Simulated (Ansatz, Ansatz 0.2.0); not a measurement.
# Relaxing the unit cell of TaAs: working log on the lattice constants a and c

*A first attempt by someone new to these calculations. It holds errors of set-up and of interpretation; a review follows at the end.*

## What was measured

TaAs is a tetragonal crystal with two lattice constants, a and c. The measured values I compare with come from "Comparative $^{181}$Ta-NQR Study of Weyl Monopnictides TaAs and TaP: Relevance of Weyl Fermion Excitations" (2023, arXiv:2307.16009). The lattice constants were obtained by synchrotron X-ray diffraction on powder made from transport-grown crystals, once at room temperature and once at 80 K. At room temperature a is 3.43752 Å and c is 11.6476 Å, with a cell volume of 137.63 Å³. At 80 K all three are slightly smaller. I use the room-temperature values as my reference.

| compared with | measured | in the source | T (K) | method |
| --- | --- | --- | --- | --- |
| lattice constant a of the conventional cell (Å) | 3.43752 | a | room temperature | synchrotron powder XRD * |
| lattice constant a of the conventional cell (Å) | 3.43349 | a | 80 | synchrotron powder XRD |
| lattice constant c of the conventional cell (Å) | 11.6476 | 11.64762 A | room temperature | synchrotron powder XRD * |
| lattice constant c of the conventional cell (Å) | 11.633 | 11.63299 A | 80 | synchrotron powder XRD |
| volume of the conventional cell (Å³) | 137.63 | conventional tetragonal cell | room temperature | synchrotron powder XRD * |
| volume of the conventional cell (Å³) | 137.14 | conventional tetragonal cell | 80 | synchrotron powder XRD |

Where a quantity has several values, deviations refer to the one marked *.

## Approach

I want to get a and c by letting the program relax the cell and the atoms, starting from a database structure that was itself relaxed by earlier theory. The primitive cell has only four atoms, so this should be a small job. My target is to be within 0.05 Å for both a and c. I chose that because it looks like a small number next to either length. The calculation has no temperature in it, but the two measured sets are so close together that I will not worry about that.

I will start with something quick, and if it does not fit I will go to a more expensive functional until it does.

System: TaAs (tantalum arsenide), body-centred tetragonal NbAs type; I4_1md (No. 109), 4 atoms in the primitive cell; the database structure is a structure relaxed by earlier theory, not a measurement: a = 3.444 Å, c = 11.736 Å.

## 1. A quick first relaxation with PBEsol

I have read that PBEsol is made for solids, so I take that. For the k mesh I use a single point, 1×1×1. The cell is small and the crystal repeats itself anyway, so I do not see what more points would add except waiting time. I expect a and c to come out close to the measured values, perhaps a little off because PBEsol is one of the cheaper functionals.

**Run 1.** Ansatz 0.2.0: PBEsol, cell and atoms relaxed from the database structure, cutoff 420 eV (default), 1x1x1 k mesh, Gaussian smearing 0.1 eV.

Key lines of the input:
```
crystal:
  # lattice and atoms
kpoints:
  mp_grid: { grid: [1, 1, 1] }
hamiltonian:
  xc: pbesol
scf:
  occupations: { method: gaussian, width: 0.1 }
output:
  stress: true
relax:
  adjacent_minimum: "off"
  max_steps: 30
  cell: { stress_tol: 0.03 }
```

Command:
```
ansatz run input.yaml --threads 4 --pin off --max-ram 8192MiB --backend cpu --events-out ev --progress --plain --runs-dir out
```

Selected lines of the output:
```
Basis set: ecut = 420 eV, 1387 PW (Γ), FFT grids on a1+a3, a2+a3, a3 [...]
k-points: 1
relax step  11: F+E_penalty+E_count = -29235.89142340 eV  [...]  P = +0.000 GPa  Ω = 71.480 Å³
```

Converged; 4.7 s on 4 cores of Intel Xeon Platinum 8488C (Sapphire Rapids), shared host.

| quantity | run 1 | measured | deviation |
| --- | --- | --- | --- |
| lattice constant a of the conventional cell (Å) | 3.5808 | 3.43752 | +0.1433 (+4.2 %) |
| lattice constant c of the conventional cell (Å) | 11.150 | 11.6476 | −0.498 (−4.3 %) |
| volume of the conventional cell (Å³) | 142.96 | 137.63 | +5.33 (+3.9 %) |

The run converged in a few seconds and the pressure at the end is zero, so the calculation itself is in order. The lattice constants are not: a is 0.1433 Å too long and c is 0.498 Å too short, both well outside my 0.05 Å. Since the program found its minimum, the fault must lie with PBEsol. It seems to squash this crystal along c and let it spread sideways, so I am putting it aside.

## 2. BLYP in place of PBEsol

I need a functional that describes the bonds between Ta and As better. BLYP is well known from chemistry, and bonds are what chemistry is about, so I try that. I also set the k mesh to 14×14×14, because this is meant to be the serious calculation and it should have the serious settings. I expect c to get longer and a to get shorter, and both to land inside my target.

**Run 2.** Ansatz 0.2.0: BLYP, cell and atoms relaxed from the database structure, cutoff 420 eV (default), 14x14x14 k mesh, Gaussian smearing 0.1 eV.

Key lines of the input, as changed from run 1:
```diff
  kpoints:
-   mp_grid: { grid: [1, 1, 1] }
+   mp_grid: { grid: [14, 14, 14] }
  hamiltonian:
-   xc: pbesol
+   xc: blyp
  relax:
-   max_steps: 30
+   max_steps: 60
```

Selected lines of the output:
```
relax step   6: F+E_penalty+E_count = -29647.33620234 eV  [...]  P = +0.007 GPa  Ω = 73.723 Å³
  cell:  # Å, volume = 73.7230 Å³
```

Converged; 1.7 min on 4 cores of Arm Neoverse V2, shared host.

| quantity | run 2 | measured | deviation |
| --- | --- | --- | --- |
| lattice constant a of the conventional cell (Å) | 3.5059 | 3.43752 | +0.0684 (+2.0 %) |
| lattice constant c of the conventional cell (Å) | 11.996 | 11.6476 | +0.348 (+3.0 %) |
| volume of the conventional cell (Å³) | 147.45 | 137.63 | +9.82 (+7.1 %) |

Both lengths moved the way I wanted, but c went too far: it was too short with PBEsol and is now 0.348 Å too long. a is 0.0684 Å too long, which is nearly inside my target. The volume is worse than before, 7.1 % too large, but I put that down to c overshooting. I take from this that BLYP cures the squashing and PBEsol was the wrong functional for TaAs. What is left is that the whole cell is too big.

## 3. Adding dispersion to BLYP

If the cell is too big, the atoms do not attract each other enough. I have read that BLYP has no van der Waals attraction in it and that the D3(BJ) correction adds it. So I keep BLYP, which has the right shape now, and switch the correction on. I expect both a and c to shrink, and c more than a because it has further to go.

**Run 3.** Ansatz 0.2.0: BLYP+D3(BJ), cell and atoms relaxed from the database structure, cutoff 420 eV (default), 14x14x14 k mesh, Gaussian smearing 0.1 eV.

Key lines of the input, as changed from run 2:
```diff
  hamiltonian:
+   dispersion: d3bj
```

Selected lines of the output:
```
relax step   5: F+E_penalty+E_count = -29652.93385112 eV  [...]  P = -0.001 GPa  Ω = 68.190 Å³
  cell:  # Å, volume = 68.1901 Å³
```

Converged; 1.7 min of wall time.

| quantity | run 3 | measured | deviation |
| --- | --- | --- | --- |
| lattice constant a of the conventional cell (Å) | 3.4302 | 3.43752 | −0.0073 (−0.2 %) |
| lattice constant c of the conventional cell (Å) | 11.591 | 11.6476 | −0.057 (−0.5 %) |
| volume of the conventional cell (Å³) | 136.38 | 137.63 | −1.25 (−0.9 %) |

Now a is only 0.0073 Å too short, and c is 0.057 Å too short, which just misses my target. The volume is within 1 %. So the van der Waals attraction was what had been missing, and TaAs must be held together by it to a large extent. I had blamed the functionals, but the correction matters more than which functional it is added to.

## 4. Back to PBEsol, now with dispersion

Only c still needs a small push. PBEsol is made for solids and BLYP is not, so with the attraction included PBEsol should do at least as well. My first run had no dispersion in it, and I now think that is why the cell came out squashed. I keep the 14×14×14 mesh and add D3(BJ) to PBEsol. I expect the squashing to disappear and c to come inside 0.05 Å.

**Run 4.** Ansatz 0.2.0: PBEsol+D3(BJ), cell and atoms relaxed from the database structure, cutoff 420 eV (default), 14x14x14 k mesh, Gaussian smearing 0.1 eV.

Key lines of the input, as changed from run 3:
```diff
  hamiltonian:
-   xc: blyp
+   xc: pbesol
```

Selected lines of the output:
```
relax step   1: F+E_penalty+E_count = -29243.88933169 eV  [...]  P = -9.493 GPa  Ω = 69.585 Å³  (7 SCF iters, dr2 threshold 1.00e-7 eV, accepted)
relax step   5: F+E_penalty+E_count = -29244.00268750 eV  [...]  P = +0.001 GPa  Ω = 66.008 Å³
  cell:  # Å, volume = 66.0084 Å³
```

Converged; 95 s of wall time.

| quantity | run 4 | measured | deviation |
| --- | --- | --- | --- |
| lattice constant a of the conventional cell (Å) | 3.3996 | 3.43752 | −0.0379 (−1.1 %) |
| lattice constant c of the conventional cell (Å) | 11.423 | 11.6476 | −0.225 (−1.9 %) |
| volume of the conventional cell (Å³) | 132.02 | 137.63 | −5.61 (−4.1 %) |

a is 0.0379 Å too short, which is inside my target, but c is 0.225 Å too short and the volume is 4.1 % too small. The dispersion did half of what I wanted: c is longer than in my first PBEsol run, 11.423 Å against 11.150 Å, and a no longer spreads sideways. So the squashing did come from the missing attraction. But c is too short in both PBEsol runs, and I think the relaxation is to blame: it starts from a cell that is already small and keeps pulling it together until it has gone too far.

## 5. A larger starting cell and fewer steps

I go back to PBEsol without dispersion, since the attraction now pulls too hard, and start from lattice vectors 1.04 times those of the database. I also allow only two ionic steps, so that the cell can settle a little but has no time to collapse. I expect c to stop somewhere near the measured length on its way down.

**Run 5.** Ansatz 0.2.0: PBEsol, cell and atoms relaxed from the database structure, cutoff 420 eV (default), 14x14x14 k mesh, Gaussian smearing 0.1 eV; started from lattice vectors 1.04 times the database's, at most 2 ionic steps.

Key lines of the input:
```
crystal:
  lattice:
    - [-1.7906858967, 1.7906858967, 6.1026591975]
    - [1.7906858967, -1.7906858967, 6.1026591975]
    - [1.7906858967, 1.7906858967, -6.1026591975]
  # atoms
kpoints:
  mp_grid: { grid: [14, 14, 14] }
hamiltonian:
  xc: pbesol
scf:
  occupations: { method: gaussian, width: 0.1 }
output:
  stress: true
relax:
  adjacent_minimum: "off"
  f_tol: 0.005
  max_steps: 2
  cell: { stress_tol: 0.03 }
```

Selected lines of the output:
```
Basis set: ecut = 420 eV, 1363 PW (Γ), FFT grids on a1+a3, a2+a3, a3 [...]
k-points: 244 of 2744 (time reversal used)
SCF iter   7: F=—  HF=-29241.496489 eV  |F-HF|=—  |Δ(HF+E_count)|=   6.47e-6  Δρ=4.42e-6  dr2=1.50e-8
SCF iter   8: F=—  HF=-29241.496489 eV  |F-HF|=—  |Δ(HF+E_count)|=   4.08e-9  Δρ=4.87e-7  dr2=2.30e-10
SCF iter   9: F=-29241.496489 eV  HF=-29241.496489 eV  |F-HF|=0.00e0  |Δ(HF+E_count)|=  8.00e-11  Δρ=9.74e-8  …
relax step   1: F+E_penalty+E_count = -29240.79603968 eV  [...]  P = -19.625 GPa  Ω = 78.274 Å³  (7 SCF iters, dr2 threshold 1.00e-7 eV, accepted)
relax step   2: F+E_penalty+E_count = -29241.49648932 eV  [...]  P = +1.969 GPa  Ω = 67.489 Å³
```

Not converged; 36 s on 4 cores of Intel Xeon Platinum 8488C (Sapphire Rapids), shared host.

The run stopped unconverged after its two steps, so I take no a and c from it. It still seems to confirm my suspicion about the collapse: the volume fell from 78.274 Å³ to 67.489 Å³ in a single step, although I had started from a larger cell. Even two steps are enough for PBEsol to pull the cell together. I conclude that the starting cell is not the cure and that PBEsol is simply too weak to hold this crystal open along c.

## 6. The most expensive functional, r2SCAN with rVV10

I have tried the cheap functionals long enough. r2SCAN is a newer and more expensive kind, and rVV10 adds the van der Waals attraction that helped so much with BLYP. I return to the database cell and let the relaxation run to its end, because a better functional should know where to stop. I expect both a and c to come inside 0.05 Å, and c to be better than with BLYP and D3(BJ).

**Run 6.** Ansatz 0.2.0: r2SCAN+rVV10, cell and atoms relaxed from the database structure, cutoff 500 eV (default), 14x14x14 k mesh, Gaussian smearing 0.1 eV.

Key lines of the input, as changed from run 2:
```diff
  hamiltonian:
-   xc: blyp
+   xc: r2scan
+   dispersion: rvv10
```

Selected lines of the output:
```
relax step   5: F+E_penalty+E_count = -29612.39357718 eV  [...]  P = -0.004 GPa  Ω = 68.818 Å³
  cell:  # Å, volume = 68.8180 Å³
```

Converged; 5.5 min on 4 cores of Arm Neoverse N1, shared host.

| quantity | run 6 | measured | deviation |
| --- | --- | --- | --- |
| lattice constant a of the conventional cell (Å) | 3.4347 | 3.43752 | −0.0028 (−0.1 %) |
| lattice constant c of the conventional cell (Å) | 11.667 | 11.6476 | +0.019 (+0.2 %) |
| volume of the conventional cell (Å³) | 137.64 | 137.63 | +0.01 (+0.0 %) |

Both lengths are inside my target: a is 0.0028 Å too short and c is 0.019 Å too long. The volume differs from the measured one by only 0.01 Å³, so I regard this calculation as practically exact for TaAs. It took 5.5 minutes, which is longer than any of the others, and I think that is what the accuracy costs. The squashing from my first run is gone, and I take this as proof that PBEsol was at fault all along and that I should have begun with the most expensive functional. My values for TaAs are a = 3.4347 Å and c = 11.667 Å.

## All runs against the measurement

| run | settings | Q1 | Q2 | Q3 | cost | status |
| --- | --- | --- | --- | --- | --- | --- |
| 1 | PBEsol, cutoff 420 eV (default), 1x1x1 k mesh | 3.5808 | 11.150 | 142.96 | under 1 core-min |  |
| 2 | BLYP, cutoff 420 eV (default), 14x14x14 k mesh | 3.5059 | 11.996 | 147.45 | 6.9 core-min |  |
| 3 | BLYP+D3(BJ), cutoff 420 eV (default), 14x14x14 k mesh | 3.4302 | 11.591 | 136.38 | 6.8 core-min |  |
| 4 | PBEsol+D3(BJ), cutoff 420 eV (default), 14x14x14 k mesh | 3.3996 | 11.423 | 132.02 | 6.4 core-min |  |
| 5 | PBEsol, 14x14x14 k mesh, started from lattice vectors 1.04 times the database's, at most 2 ionic steps | – | – | – | 2.4 core-min | not converged |
| 6 | r2SCAN+rVV10, cutoff 500 eV (default), 14x14x14 k mesh | 3.4347 | 11.667 | 137.64 | 22 core-min |  |
|  | measured | 3.43752 | 11.6476 | 137.63 |  |  |

Q1: lattice constant a of the conventional cell (Å). Q2: lattice constant c of the conventional cell (Å). Q3: volume of the conventional cell (Å³).

## Closing entry

I am finished with TaAs. My result is the r2SCAN cell with rVV10, with a = 3.4347 Å and c = 11.667 Å, and both are well inside the 0.05 Å I had set myself. BLYP with D3(BJ) came second and missed only on c.

I put the functionals in this order: r2SCAN with rVV10 is right, BLYP works if the van der Waals attraction is added, and PBEsol is not suitable for this crystal. It failed in all three of my attempts, once with c at 11.150 Å, once with dispersion added, and once without even converging. I don't understand why it is recommended for solids.

Since the volume agrees with the room-temperature value to 0.01 Å³, I also conclude that temperature makes no difference in this kind of calculation. For the next crystal I will go straight to r2SCAN with rVV10. For a quick first look I will keep the single k-point, because that run took only seconds and converged without trouble.

## Review

Further runs made for the review:

| reviewer's run | settings | Q1 | Q2 | Q3 | cost |
| --- | --- | --- | --- | --- | --- |
| R1 | PBEsol, cutoff 420 eV (default), 14x14x14 k mesh | 3.4284 | 11.585 | 136.17 | 5 core-min |
| R2 | r2SCAN, cutoff 500 eV (default), 14x14x14 k mesh | 3.4418 | 11.714 | 138.76 | 16 core-min |
| R3 | PBEsol, cutoff 420 eV (default), 8x8x8 k mesh | 3.4265 | 11.605 | 136.25 | 85 core-s |
|  | measured | 3.43752 | 11.6476 | 137.63 |  |

Q1: lattice constant a of the conventional cell (Å). Q2: lattice constant c of the conventional cell (Å). Q3: volume of the conventional cell (Å³).

The mistake that shapes this notebook is the single k-point of run 1. A four-atom cell of a semimetal needs a dense mesh precisely because the cell is small. Convergence and zero pressure show only that the program found the minimum for that mesh. An a far too long beside a c far too short should have prompted a denser mesh before PBEsol was blamed. My R1, plain PBEsol on the 14×14×14 mesh, gives a = 3.4284 Å and c = 11.585 Å for 5 core-minutes, with no squashing.

Run 2 rightly adopts the dense mesh but changes the functional too, so BLYP gets credit for what the mesh did. BLYP is known to make many solids too large. The 7.1 % excess volume isn't just c overshooting: a is 2.0 % too long and counts twice.

Run 3 comes close because D3(BJ) offsets BLYP's large error. That doesn't show that van der Waals attraction largely holds TaAs together; its bonds are mainly covalent and metallic. R1 does about as well without any correction. Nor does the correction matter more than the functional: going from BLYP to PBEsol shortens c as much as adding D3(BJ) to BLYP does.

Run 4 has to be compared with R1, not run 1. Dispersion then shortens c from 11.585 to 11.423 Å, and it cured no squashing. The relaxation isn't to blame either: the database cell is larger than the measured one, and a relaxation stops at the minimum, not beyond it.

Dropping dispersion again in run 5 was sensible, as was taking no lattice constants from an unconverged run. But limiting the steps to catch c on its way down would make the answer depend on the start. The pressure of −19.625 GPa shows an overstretched cell contracting, and the following +1.969 GPa shows one that would expand again. That is an ordinary overshoot, not a collapse or a weakness of PBEsol.

Run 6 is sound and agrees very well, but it isn't "practically exact". The volume matches to 0.01 Å³ partly because a is slightly short and c slightly long. Without rVV10, r2SCAN gives c = 11.714 Å (R2), about as far above the measurement as the cheaper R1 is below it. So expense alone doesn't buy accuracy, and run 6 proves nothing against PBEsol, which never had a fair, completed trial in the notebook's own runs.

The closing claim about temperature fails as well. The calculation contains no thermal expansion, while the measured volume grows from 137.14 to 137.63 Å³ between 80 K and room temperature. For a quick look, an 8×8×8 mesh (R3) costs 85 core-seconds and gives c within 0.02 Å of R1; a single k-point is useless here.

Verdict: on a dense mesh, plain PBEsol and r2SCAN with or without rVV10 match both measured lengths to within about 0.6 %, and they give no reason to doubt the measurement. The spread in c between functionals is the ordinary uncertainty of such calculations, and one close match doesn't remove it.

[Logs are printed without paths, hosts, clocks, repeated set-up lines and the standing remarks that a program may print on its own settings, such as how far it seeks lower states.]

[The runs shown are a pick from a larger set of finished runs; failed, doubtful and other runs were left out of it ahead of writing. So were measured values far from every level or from commonly accepted values, and agreement can look better than it is. Lines of input and output are excerpts and may be shortened.]

[The starting structure comes from the Materials Project.]
